Question: Can the two missing rows of these polarisability curves be predicted?

I have spherical-atom PBE response curves at imaginary frequency for three ions, with two rows hidden. How well do the other rows fix the gaps, and is a single London-type oscillator enough?

radks radial solver with Libxc; spherical all-electron Kohn-Sham ions in the ground configurations that NIST lists, with PBE, scalar-relativistic, spin-polarised, open shells filled at highest spin, Fermi nucleus. The base run is Yb3+ ([Xe] 4f13), and the other columns change only the element or charge named. Polarisabilities are coupled dipole values.

```
imaginary frequency (hartree)  polarisability at imaginary frequency, base (bohr³)  polarisability at imaginary frequency, element Nd (bohr³)  polarisability at imaginary frequency, element Ti; charge 2 e (bohr³)
                     0.002664                                                4.698                                                      7.018                                                                  5.461
                      0.01425                                                    ?                                                          ?                                                                      ?
                      0.03601                                                4.691                                                      7.002                                                                  5.421
                      0.06967                                                4.671                                                      6.959                                                                  5.318
                       0.1181                                                4.624                                                      6.859                                                                  5.088
                       0.1859                                                4.527                                                      6.668                                                                  4.690
                       0.2803                                                4.354                                                      6.354                                                                  4.151
                       0.4132                                                4.079                                                      5.874                                                                  3.546
                       0.6050                                                3.681                                                      5.158                                                                  2.928
                       0.8920                                                3.130                                                      4.153                                                                  2.298
                        1.345                                                2.409                                                      2.940                                                                  1.647
                        2.117                                                    ?                                                          ?                                                                      ?
                        3.588                                               0.8677                                                     0.8972                                                                 0.4917
                        6.942                                               0.3611                                                     0.3499                                                                 0.1744
                        17.54                                              0.09097                                                    0.08013                                                                0.03806
```

Answer

The base column is Yb3+ (4f13), the second keeps the charge and is Nd3+ (4f3), and the third is Ti2+ (3d2). These are three different ions, so no pair isolates one cause. With α the dipole polarisability and ω the imaginary frequency, a stable ground state gives

α(iω) = Σ f / (Ω² + ω²), f ≥ 0, Σ f ≈ N

where Ω are excitation energies, f their oscillator strengths and N the electron count (67, 57, 20); scalar relativity makes the sum rule approximate. No denominator vanishes, so the curves have no resonances. Each excitation contributes f/Ω² while ω is below Ω and fades as f/ω² above it.

For ω far below the excitations that matter, the drop of α from its static value grows as ω². The first gap lies at the fraction

(0.01425² − 0.002664²) / (0.03601² − 0.002664²) = 0.152

of the drop from the first row to the third. For Ti2+ that drop is 0.040, so α ≈ 5.461 − 0.152 × 0.040 = 5.455 bohr³. This row is easy, and the expected Yb step is only about one unit of the last digit.

In the opposite limit αω² tends to N, and on the way it rises steadily, roughly counting the strength below ω. At 17.54 hartree it has reached 42% of N for Yb, 43% for Nd and 59% for Ti, since inner shells are still too stiff to follow fully and an excitation with Ω near ω counts only about half its f. The gap at 2.117 belongs to neither limit.

One oscillator, α = f/(Ω² + ω²), fitted as a straight line of 1/α against ω² to the three known rows below 0.08 hartree, gives Ω = 0.43 (Ti), 0.76 (Nd) and 0.92 hartree (Yb). For Ti, f = 0.99, and at the gap, far outside the fitted rows,

α ≈ 0.99 / (0.425² + 2.117²) = 0.21 bohr³

This must be too low: the model caps αω² at 0.99, while the table already has 2.98 at 1.345 hartree. The low-frequency curvature weights each excitation by f/Ω⁴ and so sees mainly the softest ones, whereas at 2 hartree stiffer shells carry the response. At the gap αω² must lie between its values at the neighbouring rows: 2.98 and 6.33 for Ti against a cap of 0.99, 4.36 and 11.17 for Yb against 3.93, 5.32 and 11.55 for Nd against 4.02. So I expect one pole to be low by about a factor of two for Yb and Nd and four to five for Ti. From the neighbouring rows I expect the order Nd > Yb > Ti.

Positivity itself gives values with an error bar. Among all spectra with f ≥ 0, poles between 0.01 and 300 hartree and Σ f ≤ N that match the thirteen known rows within rounding, linear programming finds the lowest and highest α. At 2.117 this gives Yb 1.595 ± 0.006, Nd 1.775 ± 0.006 and Ti 1.011 ± 0.005; at 0.01425 it gives 4.697, 7.0155 and 5.4546, each to better than ± 0.001. A three-pole least-squares fit to the same rows predicts 1.62 ± 0.06, 1.81 ± 0.08 and 1.02 ± 0.05 at 2.117, with bars from leaving out a neighbouring row.

The withheld rows as computed:

```
imaginary frequency (hartree)  polarisability at imaginary frequency, base (bohr³)  polarisability at imaginary frequency, element Nd (bohr³)  polarisability at imaginary frequency, element Ti; charge 2 e (bohr³)
                      0.01425                                                4.697                                                      7.016                                                                  5.454
                        2.117                                                1.596                                                      1.775                                                                  1.010
```

All six values fall in the brackets once their own rounding is allowed (Nd and Ti at 0.01425 lie at the edges), and the order at 2.117 is Nd > Yb > Ti, as forecast. Ti at 0.01425 is 0.001 below the worked estimate, which is rounding and needs no cause. At 2.117 the bracket midpoints miss by under 0.1% of the computed values, and Nd/Yb is 1.112. One pole is low by factors of 2.2, 2.2 and 4.8, as forecast. The three-pole fit is high by 1.1–1.7% at 2.117 and low by 0.2–0.5% at 0.01425: inside its own wide bars, far outside rounding, and on the easy row worse than one pole, because three poles must compromise over the whole range. Its constants trade against each other and label no shells. The analysis output after this text has the details.

The hits show only that the curves behave as positive spectral sums, which response theory implies. They say nothing of accuracy: an adiabatic LDA kernel on PBE orbitals, with self-interaction error in compact 4f and 3d levels, could shift every Ω and pass equally well.

The crossings follow from the two limits. Ti starts above Yb, loses 14% by 0.1859 hartree against 5% for Nd and under 4% for Yb, and falls below Yb before 0.2803. The same positivity bounds put 35–52% of Ti's static α in excitations below 0.5 hartree, against 6–12% for Nd and 1–20% for Yb, so Ti is shown to be softer while the two lanthanides are not ordered. The loosely bound 3d electrons probably supply this soft part, through excitations such as 3d→4p, since 3p→3d excitations should lie well above 0.5 hartree; no orbital breakdown is given to check it. The 3d shell is also spherically averaged, without terms or spin-orbit coupling; the effect of this on the soft excitations is untested.

Nd/Yb falls from 1.49 to 0.88, crossing one between 3.588 and 6.942 hartree. The static excess fits the lanthanide contraction: 4f electrons screen the growing nuclear charge poorly, so the outer 5s and 5p shells tighten from Nd to Yb, though the f count changes too. At high ω the ten extra electrons win; the limit is 57/67 = 0.85, but with under half of N reached the closeness is partly chance. By this argument a trivalent lanthanide between them probably starts between the two curves and overtakes Nd at high ω. That is an interpolation from two ions, untested here, and 4f→5d gaps and spin polarisation need not vary evenly along the series.

For dispersion, C6 = (3/π) ∫ α² dω for like ions includes the tail that one pole loses: its C6 is 59–67% of the three-pole value. For Yb3+ the run's own C6 is 23.46 hartree bohr⁶; three poles give 23.53, within 0.3%, and one pole gives 15.14, only 65% of it.

The analysis program printed:

```
units: w, W hartree; alpha bohr^3; C6 a.u.; all fits use known rows only
== Yb3+ N=67: loss w=0.002664->0.1859 3.6%; alpha*w^2 at 1.345,3.588,17.54: 4.36,11.17,27.99 (42% of N)
 1-pole (w<0.08): W=0.915 f=3.93; err% at w=0.1859,0.605,1.345,17.54: -0.3,-11.2,-38.3,-86.0
 3-pole: W=[ 0.63  1.87 10.23] f=[ 0.61 10.19 23.19] rms 0.26% worst +0.50% at w=1.345
 model C6: 1-pole 15.14, 3-pole 23.53, ratio 0.64
 LP: tolerance 1x rounding; share of static alpha from W<0.5: 1-20%
 w=0.01425 predict: LP 4.6969+-0.0005; 3-pole 4.6880+-0.0121; 1-pole 4.6970
   computed 4.697 (rounding 0.00050); miss LP -0.0001 (-0.00%, inside); 3-pole -0.19%; 1-pole -0.00% (factor 1.00)
 w=2.117 predict: LP 1.5949+-0.0060; 3-pole 1.6172+-0.0572; 1-pole 0.7390
   computed 1.596 (rounding 0.00050); miss LP -0.0011 (-0.07%, inside); 3-pole +1.33%; 1-pole -53.70% (factor 2.16)
== Nd3+ N=57: loss w=0.002664->0.1859 5.0%; alpha*w^2 at 1.345,3.588,17.54: 5.32,11.55,24.65 (43% of N)
 1-pole (w<0.08): W=0.756 f=4.02; err% at w=0.1859,0.605,1.345,17.54: -0.7,-17.0,-42.6,-83.7
 3-pole: W=[0.64 1.53 8.64] f=[ 1.18  9.13 17.89] rms 0.52% worst +0.88% at w=1.345
 model C6: 1-pole 27.94, 3-pole 41.71, ratio 0.67
 LP: tolerance 1x rounding; share of static alpha from W<0.5: 6-12%
 w=0.01425 predict: LP 7.0155+-0.0005; 3-pole 6.9820+-0.0464; 1-pole 7.0155
   computed 7.016 (rounding 0.00050); miss LP -0.0005 (-0.01%, inside); 3-pole -0.48%; 1-pole -0.01% (factor 1.00)
 w=2.117 predict: LP 1.7752+-0.0064; 3-pole 1.8060+-0.0776; 1-pole 0.7946
   computed 1.775 (rounding 0.00050); miss LP +0.0002 (+0.01%, inside); 3-pole +1.74%; 1-pole -55.23% (factor 2.23)
== Ti2+ N=20: loss w=0.002664->0.1859 14.1%; alpha*w^2 at 1.345,3.588,17.54: 2.98,6.33,11.71 (59% of N)
 1-pole (w<0.08): W=0.425 f=0.99; err% at w=0.1859,0.605,1.345,17.54: -2.3,-38.4,-69.9,-91.6
 3-pole: W=[ 0.34  1.6  10.25] f=[0.34 6.22 6.98] rms 0.59% worst +1.22% at w=1.345
 model C6: 1-pole 9.51, 3-pole 16.20, ratio 0.59
 LP: tolerance 1x rounding; share of static alpha from W<0.5: 35-52%
 w=0.01425 predict: LP 5.4546+-0.0007; 3-pole 5.4315+-0.0354; 1-pole 5.4545
   computed 5.454 (rounding 0.00050); miss LP +0.0006 (+0.01%, inside); 3-pole -0.41%; 1-pole +0.01% (factor 1.00)
 w=2.117 predict: LP 1.0107+-0.0045; 3-pole 1.0212+-0.0481; 1-pole 0.2116
   computed 1.01 (rounding 0.00050); miss LP +0.0007 (+0.07%, inside); 3-pole +1.11%; 1-pole -79.05% (factor 4.77)
== ratios to Yb3+ on known rows
 w     0.002664 0.1859 0.2803 0.605 1.345 3.588 6.942 17.54
 Nd3+/Yb 1.494 1.473 1.459 1.401 1.220 1.034 0.969 0.881
 Ti2+/Yb 1.162 1.036 0.953 0.795 0.684 0.567 0.483 0.418
 w=0.01425: Nd/Yb LP 1.494 computed 1.494; Ti/Yb LP 1.161 computed 1.161
 w=2.117: Nd/Yb LP 1.113 computed 1.112; Ti/Yb LP 0.634 computed 0.633
w^2 rule: row 1 lies 15.2% of the way from row 0 to row 2
 drops row 0->2: Yb3+ 0.007, Nd3+ 0.016, Ti2+ 0.040
 computed drops row 0->1: Yb3+ 0.001, Nd3+ 0.002, Ti2+ 0.007 (floor 0.001)
```
